\section*{Reading a local-spin printout backwards: the benzyne isomers}

The expectation value $\langle S^2\rangle$ of a singlet diradical is zero, yet its two radical centres carry spins that are coupled to each other. A local-spin analysis splits $\langle S^2\rangle$ into one-atom and two-atom terms to show this, and the split contains a free parameter $a$. Today I take a printout of such terms for the three benzynes, C$_6$H$_4$, that does not state its $a$, and I recover from it both $a$ and the wave functions. Spin is in units of $\hbar$, so all numbers are dimensionless, and orbitals are real.

\subsection*{The family of decompositions}

Let $\rho(1;1')$ be the spin-free one-electron density matrix with trace $N$ and $\rho_2(12;1'2')$ the spin-free two-electron one with trace $N(N-1)$; the labels are spatial coordinates. Dirac's identity $\mathbf s_i\cdot\mathbf s_j=(2P^\sigma_{ij}-1)/4$, with $P^\sigma_{ij}$ the exchange of two spins, gives $S^2=N-N^2/4+\sum_{i<j}P^\sigma_{ij}$. On an antisymmetric function a spin exchange equals minus the exchange of the spatial coordinates, so
\begin{equation}
\langle S^2\rangle=N-\tfrac14N^2-\tfrac12\iint\rho_2(12;21).
\label{dirac}
\end{equation}
Define the spin-free cumulant $\Gamma$ and the density $u$ of effectively unpaired electrons (Takatsuka, Fueno and Yamaguchi, 1978):
\begin{equation}
\rho_2(12;1'2')=\rho(1;1')\rho(2;2')-\tfrac12\rho(1;2')\rho(2;1')+\Gamma(12;1'2'),
\label{cum}
\end{equation}
\begin{equation}
u(1;1')=2\rho(1;1')-\int\rho(1;2)\rho(2;1')\,d2 .
\end{equation}
With $\int u=2N-\mathrm{Tr}\rho^2$, the trace of (\ref{cum}) reads $N(N-1)=N^2-\frac12\mathrm{Tr}\rho^2+\iint\Gamma(12;12)$, that is $\iint\Gamma(12;12)=-\frac12\int u$. The exchanged trace is $\iint\rho_2(12;21)=\mathrm{Tr}\rho^2-\frac12N^2+\iint\Gamma(12;21)$, which turns (\ref{dirac}) into $\langle S^2\rangle=\frac12\int u-\frac12\iint\Gamma(12;21)$. Adding $(2a-1)$ times the vanishing sum $\iint\Gamma(12;12)+\frac12\int u$ gives, for any $a$,
\begin{equation}
\langle S^2\rangle=a\int u+(2a-1)\iint\Gamma(12;12)-\tfrac12\iint\Gamma(12;21).
\label{family}
\end{equation}
Now insert atomic projectors or weight functions that sum to one, with matrices $S^A_{ij}$ in an orthonormal orbital basis:
\begin{equation}
\langle S^2\rangle_{AB}=\delta_{AB}\,a\,\mathrm{Tr}(uS^A)+\sum_{ijkl}\Gamma_{ij;kl}\left[(2a-1)S^A_{ki}S^B_{lj}-\tfrac12S^A_{li}S^B_{kj}\right].
\label{local}
\end{equation}
The sum over all ordered pairs $A,B$ is $\langle S^2\rangle$, and $\langle S^2\rangle_{AA}$ is the local spin. The total is independent of $a$; the pieces are not. A closed-shell RHF determinant has $\rho^2=2\rho$ and $\Gamma=0$, so every piece vanishes for every $a$, and that test selects nothing.

One electron does select. Then $\rho_2=0$, $\rho(1;1')=\phi(1)\phi(1')$, $u=\rho$, and (\ref{cum}) gives $\Gamma(12;12)=\Gamma(12;21)=-\frac12\rho(1)\rho(2)$. With atomic populations $N_A$,
\begin{equation}
\langle S^2\rangle_{AB}=a\,N_A\delta_{AB}+\left(\tfrac34-a\right)N_AN_B .
\label{one}
\end{equation}
A lone electron has no partner to couple to. Only $a=3/4$ removes the two-atom terms and leaves the local spins $\frac34N_A$. This is the value recommended by Ramos-Cordoba, Matito, Mayer and Salvador (2012).

\paragraph{Question.} Is it not the sign of the local spin that fixes $a$?

\paragraph{Answer.} Not for one electron: $N_A[a(1-N_A)+\frac34N_A]$ is non-negative for every $a\ge0$. The sign becomes selective with two electrons, as the model will show.

\subsection*{The data}

The values below were made for the exercise, in the form that a CASSCF(2,2) calculation with common, state-averaged orbitals for the lowest singlet and triplet would print them. $A$ and $B$ are the two dehydro carbons, equivalent by symmetry; $s$ denotes singlet terms and $T$ triplet terms. Rounding leaves each entry uncertain by $\pm0.0005$.
\begin{center}
\begin{tabular}{lcccc}
 & $T_{AA}$ & $T_{AB}$ & $s_{AA}$ & $s_{AB}$\\
ortho & 0.602 & 0.179 & 0.260 & $-0.236$\\
meta & 0.551 & 0.156 & 0.317 & $-0.274$\\
para & 0.574 & 0.166 & 0.526 & $-0.457$
\end{tabular}
\end{center}

\subsection*{The model}

The doubly occupied orbitals contribute to neither $u$ nor $\Gamma$, so two electrons in two in-plane orbitals remain. The singlet is $\cos\theta\,|\phi_1\bar\phi_1|-\sin\theta\,|\phi_2\bar\phi_2|$, with $\phi_1$ the more occupied natural orbital; whether it is the in-phase or the out-of-phase combination does not enter. Set $t=\sin2\theta$, $p=\cos2\theta$, so that the weaker occupation is $n_2=1-\sqrt{1-t^2}$. In the localised orbitals $\phi_{A,B}=(\phi_1\pm\phi_2)/\sqrt2$ the spatial coefficients obey $C_{AA}^2=C_{BB}^2=(1-t)/4$ and $C_{AB}^2=(1+t)/4$. Then $\rho_{AA}=1$, $\rho_{AB}=p$, $u=t^2\mathbf 1$, and $\rho_{2\,ij;kl}=2C_{ij}C_{kl}$ yields
\begin{equation}
\Gamma_{AA;AA}=-\tfrac t2,\qquad \Gamma_{AB;AB}=\tfrac12(t-t^2),\qquad \Gamma_{AB;BA}=\tfrac t2+t^2 .
\end{equation}
The triplet has $\rho=u=\mathbf 1$ and $\Gamma_{ij;kl}=-\frac12\delta_{il}\delta_{jk}$. Assume for now that $\phi_A$ has weight $w$ on carbon $A$, the rest on the skeleton, and none on carbon $B$. Equation (\ref{local}) gives
\begin{equation}
T_{AA}=aw+\left(\tfrac34-a\right)w^2,\qquad T_{AB}=\tfrac14w^2,
\label{trip}
\end{equation}
\begin{equation}
s_{AA}=awt^2+\left(\tfrac34-a\right)w^2t,\qquad s_{AB}=-w^2\left[at^2+\left(\tfrac34-a\right)t\right].
\label{sing}
\end{equation}
Here is the sign argument. For small $|t|$ the linear term of $s_{AA}$ dominates. If $a>3/4$ it is negative for $t>0$, a weakly correlated ground state. If $a<3/4$ it is negative for $t<0$, which describes the upper root of the same two-configuration problem, since $\theta\to\theta+\pi/2$ reverses $t$. Only $a=3/4$ keeps $s_{AA}=\frac34wt^2$ non-negative for all these singlets.

\subsection*{The inversion}

The unknowns are one $a$ and a pair $(w,t)$ per isomer, seven numbers against twelve data. $T_{AB}$ is free of $a$, and $T_{AA}-3T_{AB}=aw(1-w)$, so the triplet gives
\begin{equation}
w=2\sqrt{T_{AB}},\qquad a=\frac{T_{AA}-3T_{AB}}{2\sqrt{T_{AB}}-4T_{AB}} .
\label{inv}
\end{equation}
The numerators are 0.065, 0.083 and 0.076, the denominators 0.130, 0.166 and 0.151; I carry unrounded intermediates throughout. To first order a rounding error $\eta=0.0005$ in each entry shifts $w$ by at most $2\eta/w$, which is 0.001 in all three cases, and $a$ by at most
\begin{equation}
\delta a=\eta\,\frac{1+|3+2a(1-2w)/w|}{w(1-w)} .
\end{equation}
The three estimates of $a$ stand in the table below. Evaluating (\ref{inv}) at the corners of the rounding boxes and intersecting the three intervals gives $0.493\le a\le0.510$; para sets the lower end and meta the upper. The program did not use $a=3/4$. The interval contains $a=1/2$, the member that our derivation reached first and in which $\Gamma(12;12)$ drops out. I adopt it and keep $\pm0.010$ as its uncertainty, because the data cannot tell $1/2$ from its close neighbours.

With $r=-s_{AB}/T_{AB}$, equation (\ref{sing}) becomes $at^2+(\frac34-a)t=r/4$. For $a=1/2$,
\begin{equation}
t=\tfrac14\left(-1+\sqrt{1+8r}\right),\qquad
\delta t=\frac{\eta(1+r)/T_{AB}+4t(1-t)\,\delta a}{1+4t},
\label{tmain}
\end{equation}
and $\delta n_2=t\,\delta t/\sqrt{1-t^2}$. With $\delta a=0.010$ in (\ref{tmain}):
\begin{center}
\begin{tabular}{lccccc}
 & $w$ & $a$ & $r$ & $t$ & $n_2$\\
ortho & 0.846 & $0.499\pm0.012$ & 1.318 & $0.600\pm0.005$ & $0.200\pm0.004$\\
meta & 0.790 & $0.500\pm0.010$ & 1.756 & $0.720\pm0.004$ & $0.306\pm0.005$\\
para & 0.815 & $0.504\pm0.011$ & 2.753 & $0.950\pm0.003$ & $0.686\pm0.008$
\end{tabular}
\end{center}
The bounds are worst cases to first order, not standard deviations. Para has the sharpest $t$ and the loosest $n_2$, since $dn_2/dt$ diverges as $t\to1$.

\paragraph{Question.} A quadratic has two roots. Is the solution unique?

\paragraph{Answer.} Here it is. The other roots are $-1.10$, $-1.22$ and $-1.45$, outside $|t|\le1$. At $a=1/2$ a second admissible root needs $r\le1$, the value of $t+2t^2$ at $t=-1$. A printout at $a=3/4$ would contain only $t^2$, and even the purely ionic state $t=-1$ would show $\frac34w$. One then needs to know that the state is the lower root, for which the positive exchange integral $K_{12}$ that couples the two configurations forces $t>0$. The real loss of uniqueness occurs at $w\to1$. There the triplet terms become $3/4$ and $1/4$ for every $a$, the singlet has $s_{AA}=-s_{AB}$, and one number is left for $a$ and $t$. We can read $a$ only because part of each radical orbital lies off its carbon, and $1/[w(1-w)]$ is the price.

\paragraph{Question.} You have not used $s_{AA}$.

\paragraph{Answer.} It is the test of the model. From (\ref{sing}), $s_{AA}+s_{AB}=aw(1-w)t^2$, so
\begin{equation}
t'^{\,2}=\frac{s_{AA}+s_{AB}}{T_{AA}-3T_{AB}}
\label{tprime}
\end{equation}
estimates $t^2$ with neither $a$ nor $w$. The numerators are 0.024, 0.043 and 0.069, and $t'=0.61$, 0.72 and 0.95. Both numerator and denominator are small differences, uncertain by $2\eta$ and $4\eta$, so each $t'$ is good to $\pm0.02$ only. Within that bound it matches $t$ from (\ref{tmain}).

\paragraph{Question.} Each radical orbital surely has a tail on the other dehydro carbon, through space in ortho and meta and through the bonds in para. How large is the damage?

\paragraph{Answer.} Large enough to change how many digits I may keep. Let $S^A$ have diagonal elements $w,v$ and off-diagonal element $z$ in the basis $\phi_A,\phi_B$, with $w$ and $v$ interchanged in $S^B$, and put $W=w+v$. At $a=1/2$ equation (\ref{local}) gives, with $z$ cancelling exactly,
\begin{equation}
T_{AA}=\tfrac12W+\tfrac14W^2,\qquad T_{AB}=\tfrac14W^2,\qquad s_{AA}+s_{AB}=\tfrac12W(1-W)t^2,
\end{equation}
\begin{equation}
s_{AB}=-\tfrac14(w^2+v^2)(t+2t^2)+\tfrac12wv\,t .
\end{equation}
Three conclusions follow. First, (\ref{inv}) returns $W$ in place of $w$ and still returns $a=1/2$. For other $a$, the combination $T_{AA}-T_{AB}-\sqrt{T_{AB}}$ equals, to first order in $a-\frac12$, that quantity times $W(1-W)+4wv+2(wv+z^2)/W$; tails only enlarge the factor, so they cannot disguise a distant $a$ as $1/2$. Second, (\ref{tprime}) stays exact. Third, (\ref{tmain}) falls below the true $t$ by $4\epsilon t(1+t)/(1+4t)$ to first order in $\epsilon=v/W$. An illustrative $\epsilon=0.02$ gives 0.023, 0.026 and 0.031, several times the rounding bounds of the table and comparable with what the test by $t'$ can resolve. The three-decimal entries for $t$ and $n_2$ therefore hold for the tail-free model only. The values that survive come from (\ref{tprime}): $n_2=0.21\pm0.02$, $0.31\pm0.02$ and $0.70\pm0.06$. One more printed decimal would turn the difference $t'-t$ into a determination of $\epsilon$.

\subsection*{Conversion to $a=3/4$}

With $W$ and $t$ known, the printout can be moved to the member that passes the one-electron test. Equation (\ref{local}) at $a=3/4$ gives
\begin{equation}
s_{AA}=\tfrac34t^2\left[W-2(wv-z^2)\right].
\label{final}
\end{equation}
Because $S^A$ has eigenvalues between 0 and 1, the bracket is non-negative, and $0\le wv-z^2\le wv$. The leading part $\frac34Wt'^{\,2}$ is 0.23, 0.31 and 0.55, each within about 0.02 from rounding, and for $\epsilon=0.02$ the second part lowers it by at most 3 per cent. In the tail-free model the ratio $s_{AA}/T_{AA}$ at $a=3/4$ is $t^2$, for which (\ref{tprime}) gives 0.37, 0.52 and 0.91. The printed columns give 0.43, 0.58 and 0.92. A reader who took the printout for $a=3/4$ would overrate the unpairing, most in ortho-benzyne, where the term linear in $t$ weighs most.

\paragraph{Question.} Does the scheme carry over to surfaces?

\paragraph{Answer.} To any symmetric pair of dangling bonds. For the unbuckled dimer of Si(100) in a cluster model, take as an illustrative input a typical two-orbital occupation $n_2\approx0.3$. Then $t^2=n_2(2-n_2)=0.51$, and for $w=1$ the model's local spin per silicon atom is 0.38 at $a=3/4$ and 0.43 at $a=1/2$. Buckling makes the atoms inequivalent, and (\ref{sing}) must then be rederived with $\rho_{AA}\ne\rho_{BB}$.

\paragraph{Question.} Are 0.23, 0.31 and 0.55 the local spins of the benzynes?

\paragraph{Answer.} They are the model's. The data were chosen to reproduce the typical behaviour of the series, weak occupations of roughly 0.2, 0.3 and 0.7 from ortho to para, so recovering those occupations tests the inversion and says nothing new about the molecules. The value of $W$ depends on the atomic partition. A larger active space gives the $\pi$ electrons their own share of $u$ and $\Gamma$, absent by construction here, and (\ref{trip}) and (\ref{sing}) then no longer describe the whole printout. For a two-orbital printout the chain is closed: $T_{AB}$ fixes $W$, $T_{AA}$ fixes $a$, the ratio (\ref{tprime}) fixes $t^2$, and (\ref{final}) gives the local spin at $a=3/4$.